## Examination question: the ionisation energy of B₂H

Linear B₂H has three unpaired electrons in the state studied here. Removing one electron, with the atoms held still, leaves a cation with two unpaired electrons. The energy this costs is the gap, and its best estimate is 9.588 eV.

Vertical ionisation energy of B₂H (neutral quartet to cation triplet), computed with Ansatz 0.2.0 and an in-house AFQMC program (afq 1) from UHF references with frozen cores, in cc-pVDZ unless marked CBS. The best estimate is CCSD(T) at the def2-TZVPP/QZVPP limit plus the cc-pVDZ step to CCSDT(Q). The geometry is from PBE0/def2-TZVP.

| level | this level less the best estimate at the basis limit (meV) | statistical noise, one standard error (meV) |
| --- | --- | --- |
| HF | -871.0 | 0.00 |
| MP2 | -194.0 | 0.00 |
| CCSD | -187.0 | 0.00 |
| CCSD(T) | -137.0 | 0.00 |
| CCSDT | -129.0 | 0.00 |
| CCSDT(Q) | -126.0 | 0.00 |
| ph-AFQMC/HF | -95.0 | 43.00 |
| ph-AFQMC/CISD | -129.0 | 8.00 |
| released AFQMC | -134.0 | 10.00 |
| free AFQMC | -129.0 | 11.00 |
| HF/CBS | -902.0 | 0.00 |
| MP2/CBS | -72.0 | 0.00 |
| CCSD(T)/CBS | -11.0 | 0.00 |

In the table, "CBS" marks a value at the limit of a complete basis. The other rows use the small cc-pVDZ basis, but every error is taken from the best estimate at the limit. ph-AFQMC is a quantum Monte Carlo method with a constraint on its random walk, and the name after the slash is the trial wave function that guides the walk. Most differences used in the answers are in the printed output below, and the others are worked out where they appear; nothing was fitted.

### 1. CCSDT(Q) is the reference level, yet its error is −126 meV. What does this number measure?

**Answer.** It measures the basis. The best estimate rests on CCSDT(Q), so this level has no error of method by definition, and what remains comes from the small basis. Subtracting −126 meV from any other small-basis row leaves the error of its method. For CCSD(T) that is only −11 meV out of −137.

**Remark.** A row free of one kind of error shows the size of the other. CCSD(T)/CBS also reads −11 meV, but this is no second test: the step to CCSDT(Q) was computed in the small basis and carried over to the limit.

### 2. Why is the Hartree–Fock (HF) gap too low?

**Answer.** In HF each electron feels only the average field of the others. Real electrons also avoid one another, which lowers the energy; this lowering is the correlation energy. If neutral and cation had equal amounts of it, HF would give the right gap. The neutral has one electron more to correlate, so HF leaves it too high by 3.57 eV and the cation by only 2.83 eV, relative to CCSDT(Q). The neutral therefore seems too easy to ionise, by about 0.75 eV.

**Remark.** The argument carries over to other ionisations: what counts is how much correlation leaves with the electron, not how much the molecule has.

### 3. What changes if the basis is enlarged?

**Answer.** The HF gap falls slightly, by 31 meV, whereas the MP2 and CCSD(T) gaps rise by more than 120 meV. HF needs only smooth orbitals, which a small basis describes fairly well. Correlation needs more, because the exact wave function has a sharp crease wherever two electrons of opposite spin meet, and smooth orbitals build up such a crease slowly. Added functions thus recover more correlation, and more of it in the neutral, so the gap grows.

The basis error of CCSDT(Q) can now be taken apart. Correlation adds 745 meV to the gap in the small basis and 902 meV at the limit, a shortfall of 157 meV. The HF part is 31 meV too high and hides some of this: $31-157=-126$ meV.

**Remark.** A modest total error can be the sum of a larger error and an opposite one.

### 4. In the small basis MP2 and CCSD have nearly the same error. Are they equally good?

**Answer.** For this gap they are, but not for the energies behind it. Relative to CCSDT(Q), MP2 leaves the neutral too high by 837 meV and the cation by 769 meV. For CCSD the figures are 144 and 83 meV. MP2 owes its result to a large error that mostly cancels; CCSD makes a small error that cancels less well.

Theory explains what CCSD lacks. It treats pairs of electrons thoroughly but omits the genuinely joint motion of three, and seven valence electrons form more triples than six. The table supports this: adding triples approximately, as CCSD(T) does, cuts the method error of the gap from −61 to −11 meV.

**Remark.** A good energy difference does not prove good energies. Where two states are less alike than these, MP2 has more to lose.

### 5. Estimate the error of CCSD(T) at the basis limit without a CCSD(T) calculation in a large basis.

**Answer.** Assume that the two effects add: MP2 supplies the effect of the basis, and the small basis supplies the step from MP2 to CCSD(T). That step is $-137-(-194)=57$ meV. Added to the MP2 error at the limit it gives

$$-72+57=-15\ \text{meV}.$$

The direct calculation gives −11 meV. It entered the estimate only through the common zero of the table, which drops out when the two numbers are compared.

The estimate works because MP2 already contains the part of correlation that is sensitive to the basis, the close approach of two electrons. Starting from HF instead, the same recipe gives $-902+(871-137)=-168$ meV, which is far off, since HF knows nothing of that approach.

**Remark.** Adding effects is safe only if the cheap method already contains the physics that the basis changes. The close agreement here is one case, not a general error bar.

### 6. ph-AFQMC/HF, at −95 meV, lies closer to the best estimate than CCSDT(Q). Is it the better method?

**Answer.** The table does not show that. Its distance from CCSDT(Q) is 31 meV, with a standard error of 43 meV, so chance alone can explain it. The constraint on the walk can also cause a real shift, which the noise does not include, but that would be no merit: an exact method in this basis should also read about −126 meV, and a value nearer zero would mean that an error of method cancels part of the basis error.

The size of the noise depends on the trial function. With an exact trial function every sample would give the same energy, and the poorer the trial, the wider the scatter. In the runs for the neutral, the single HF determinant gave six times the noise of the richer CISD trial, in spite of three times as many walker steps.

**Remark.** The target for a method in a finite basis is the exact answer in that basis, not zero in this table.

### 7. Which digits of 9.588 eV can be trusted?

**Answer.** The coupled-cluster series has settled: going from CCSDT to CCSDT(Q) moves the gap by only 3 meV. The Monte Carlo rows agree with it, but their noise is 8 meV or more, and such agreement, within 25 to 40 meV, was a condition for accepting the reference. None of this tests the basis limit itself, which is extrapolated from two larger basis sets. A sober reading is therefore 9.59 eV, with an uncertainty that may reach a few hundredths. This holds for fixed atoms and frozen cores; a measured value would also contain the zero-point motion and, if taken at the threshold, the relaxation of the cation.

**Remark.** The order of work follows from the sizes of the errors. With CCSD(T), what is left of the method error is about a tenth of the small-basis error, so the next effort belongs to the basis, and for B₂H MP2 can carry most of that correction.

Printed output of the fit:

```
Gap and error of the method within its own basis:
             row  gap in eV  method error in meV  noise in meV
              HF      8.717                 -745             0
             MP2      9.394                  -68             0
            CCSD      9.401                  -61             0
         CCSD(T)      9.451                  -11             0
           CCSDT      9.459                   -3             0
        CCSDT(Q)      9.462                    0             0
     ph-AFQMC/HF      9.493                   31            43
   ph-AFQMC/CISD      9.459                   -3             8
  released AFQMC      9.454                   -8            10
      free AFQMC      9.459                   -3            11
          HF/CBS      8.686                 -902             0
         MP2/CBS      9.516                  -72             0
     CCSD(T)/CBS      9.577                  -11             0
Basis error of CCSDT(Q) in cc-pVDZ, meV: -126
HF gap in cc-pVDZ less HF gap at the limit, meV: 31
Correlation part of the gap in cc-pVDZ, meV: 745
Correlation part of the gap at the limit, meV: 902
Correlation part of the gap missed by cc-pVDZ, meV: -157
Share of the correlation part caught by cc-pVDZ, percent: 82.59
Rise of the MP2 gap from cc-pVDZ to the limit, meV: 122
Rise of the CCSD(T) gap from cc-pVDZ to the limit, meV: 126
Estimated CCSD(T) limit error from MP2 limit plus small-basis step, meV: -15
That estimate less the direct CCSD(T) limit, meV: -4
HF energy above CCSDT(Q) in the neutral, meV: 3572
HF energy above CCSDT(Q) in the cation, meV: 2827
MP2 energy above CCSDT(Q) in the neutral, meV: 836.6
MP2 energy above CCSDT(Q) in the cation, meV: 768.6
CCSD energy above CCSDT(Q) in the neutral, meV: 144
CCSD energy above CCSDT(Q) in the cation, meV: 83.04
CCSD(T) energy above CCSDT(Q) in the neutral, meV: 34.32
CCSD(T) energy above CCSDT(Q) in the cation, meV: 23.32
Largest AFQMC deviation from CCSDT(Q), in standard errors: 0.8
Noise of the neutral run, HF trial over CISD trial, ratio: 6.263
Walker steps of the neutral run, HF trial over CISD trial, ratio: 3
Fall of the neutral energy during free projection, meV: 146.5
Growth of the noise during free projection, ratio: 6.745
```
